Question

The table follows one crystal of Ni₂Ge from strong compression to stretching. Energy is counted from the minimum, and a negative pressure means that the crystal is under tension.

Ni₂Ge (P6₃/mmc, 6 atoms per cell), cell shape and atoms relaxed at each volume with Ansatz 0.2.0: PBEsol, plane-wave PAW, scalar-relativistic, no spin polarisation, cutoff 420 eV, k mesh 12×12×8, Gaussian smearing 0.1 eV. Energies are extrapolated to zero smearing and counted from the minimum of a third-order Birch-Murnaghan fit.

```
volume per atom (Å³/atom)  energy over minimum (meV/atom)  pressure (GPa)
                   10.048                           131.7           34.93
                   10.390                            69.4           23.78
                   10.733                            28.9           14.43
                   11.075                             6.8            6.59
                   11.418                             0.0            0.01
                   11.760                             6.1           -5.50
                   12.103                            23.0          -10.12
                   12.559                            59.4          -15.09
```

(a) Near the minimum the energy should follow a parabola in the volume. Which rows depart from it, and does any row also depart from a smooth curve that allows the stiffness to change?

(b) Explain the shape of the curve by considering a crystal squeezed very hard and one pulled apart into atoms.

(c) The calculation left out spin polarisation. On which side of the minimum could this hide a break, and how would the break look?


Model answer

(a) Every row away from the minimum departs from the parabola, in opposite senses on the two sides. Take the bulk modulus at zero pressure, B = 200 GPa, and keep it fixed. The energy at the smallest volume then comes out 22 % below the table's value, and at the largest volume 20 % above it. The real curve is steeper than the parabola on compression and flatter on expansion.

These misses grow steadily away from the minimum, so they belong to the whole curve and to no single row. To test this, a third-order Birch-Murnaghan curve was fitted by least squares to the eight pressures. Its three constants are the volume at zero pressure, B, and B′, the rate at which the bulk modulus rises with pressure; B′ came out as 4.86. Integrating this curve gives energies, though no energy entered the fit. The worst of them, at 12.559 Å³/atom, is less than 0.4 meV/atom too low, where the parabola is 12 meV/atom too high.

The stiffness between neighbouring rows makes the same point. It is the pressure difference divided by the fractional volume difference, with the sign reversed. It falls at every step of expansion, from 333 GPa between the two smallest volumes to 134 GPa between the two largest. A change of state would probably appear as a jump in this sequence, and there is none.

(b) Squeeze the crystal without limit, and its energy rises without limit. Electrons confined to less space have more kinetic energy, and the Pauli principle keeps the filled shells of neighbouring atoms from simply sharing the same region. This repulsion rises ever more steeply as the atoms approach, so the crystal grows stiffer as it shrinks. On a parabola, too, each further step of compression costs more than the last, but the curvature stays the same; here it grows.

Now pull the crystal apart. The energy cannot go on rising as a parabola does, because it must level off at the energy of separate atoms. The tension must therefore pass through a maximum and fall back to zero, and at that maximum the stiffness vanishes. The table stops well before this point, but the falling stiffness already leads towards it.

The two limits make it likely that the curve is steeper on the compressed side near the minimum too. They do not prove it, since behaviour far away does not determine the local shape; the table confirms it for this crystal. The size of the asymmetry follows from the definition of the bulk modulus, which makes the curvature of the energy equal to B/V. Since B falls by the fraction B′ΔV/V when the volume grows by ΔV, differentiating the curvature once more gives the next term of the series about the equilibrium volume V₀:

E ≈ B ΔV² / (2V₀) × [1 − (B′ + 1)/3 × ΔV/V₀]

With B′ = 4.86 the factor (B′ + 1)/3 is close to 2. The energy thus departs from the parabola by about twice the fractional change in volume. For another dense metal with B′ near 5, the same rule gives a first guess.

Take a volume change of 6 % as a worked case. The rows at 10.733 and 12.103 Å³/atom lie 0.685 Å³ on either side of the minimum at 11.418. With 1 eV/Å³ = 160.2 GPa, the parabola gives

(200/160.2) × 0.685² / (2 × 11.418) = 0.02565 eV = 25.65 meV/atom

and the correction is

(4.86 + 1)/3 × 0.685/11.418 = 0.117

Compression should therefore cost 25.65 × 1.117 = 28.7 meV/atom, and expansion 25.65 × 0.883 = 22.6 meV/atom. The table has 28.9 and 23.0. The pressures of these two rows were part of the fit; their energies were not. At the ends of the table the short formula is rougher, because higher terms matter there, and the full curve should be used.

The likely reason for the smoothness is that the calculation offers little that could switch as the volume changes. Every row is metallic, so no gap opens or closes. The relaxation kept the crystal's symmetry, and the missing spin polarisation held the magnetic moments at zero. In the relaxed cells whose forces are reported, the forces on the atoms vanish, which leaves the axis ratio c/a as the quantity that adjusts. It rises steadily from 1.246 at the smallest volume to 1.262 at the relaxed one; for the expanded rows the cell edges are not at hand. What remains, on this argument, is a gradual change in the overlap between atoms: on compression the bands broaden and their states spread over a wider range of energy.

This spreading can be followed through the number of states at the Fermi level, estimated from the electronic smearing term of the calculation. The estimate takes that term as half the number of states times the square of the smearing width, as holds for the usual error-function definition of the width; if the width were meant as a standard deviation, the numbers below would be halved. If all these states are assigned to nickel, there are 0.49 per eV, per atom and per spin at the relaxed volume. At the smallest volume there are 0.40, and halfway between the two volumes the value lies almost exactly midway. This gives no hint of a sharp peak in the density of states crossing the Fermi level on compression, though the smearing of 0.1 eV could blur a narrow one. For the expanded rows the smearing term is not at hand.

(c) The break should be sought on the expanded side. A free nickel atom has unpaired electrons, so a calculation without spin must become wrong somewhere on the way to separate atoms. Compression works against a moment: in broad bands, moving electrons from one spin to the other costs much kinetic energy. Expansion narrows the bands and lowers that cost.

The Stoner condition puts this competition into one product. The nonmagnetic state becomes unstable towards ferromagnetism when the number of states at the Fermi level, per atom and spin, times the exchange constant exceeds 1. For nickel that constant is roughly 1 eV, a recalled value. The product is then about 0.5 at the relaxed volume. If the number of states goes on growing along the same straight line, it reaches about 0.6 at the largest volume.

This estimate suggests that the onset lies beyond the table, but it does not settle the matter. It averages over the nickel atoms, and some of them may hold more than their share of the states. A moment can also appear in a jump before the product reaches 1. Only a spin-polarised calculation at the expanded volumes could decide.

If the moment grew continuously from zero, the energy would leave the nonmagnetic curve gently and fall below it. The energy column would show little at first. The pressure would have a kink, and the stiffness would drop suddenly on the magnetic side. Differences between neighbouring pressures are therefore a better place to look for such an onset than the energies themselves.


Remarks on the reasoning

A good answer separates a bent curve from a broken one. The large misses of the parabola do not show that the outer rows are odd; they show that a constant stiffness is too simple a picture. With the bulk modulus alone, the energy of a 6 % volume change is already wrong by about 11 %, too low for compression and too high for expansion.

A very careful answer may notice that the energies derived from the pressures miss in a pattern: too high on compression, too low on expansion. Most of this can be traced to the smearing of the electronic occupations. The pressures belong to the smeared free energy, whereas the tabulated energies are extrapolated to zero smearing. The gap between the two widens from the smallest to the relaxed volume, which adds about 0.03 GPa to the pressures. The same offset was assumed for the expanded rows.

What is left after this correction is close to the rounding of the table, except at the largest volume. There the energy from the pressures stays about 0.1 meV/atom too low, less than 0.5 % of the energy itself. Rounding contributes to this mismatch, because the unrounded energy lies slightly below the printed 59.4 meV/atom. Much of the rest is expected from the fit itself. From the relaxed volume to 12.103 Å³/atom the fitted curve lies 0.01 to 0.02 GPa above the computed pressures, so the energy integrated from it comes out slightly too low. The assumed offset may add a little.

Finally, the agreement between pressures and energies shows that the calculation is consistent with itself. It does not show that the nonmagnetic crystal of this symmetry is the most stable form of Ni₂Ge. A smooth curve can be followed for a long way on a branch that is not the lowest.
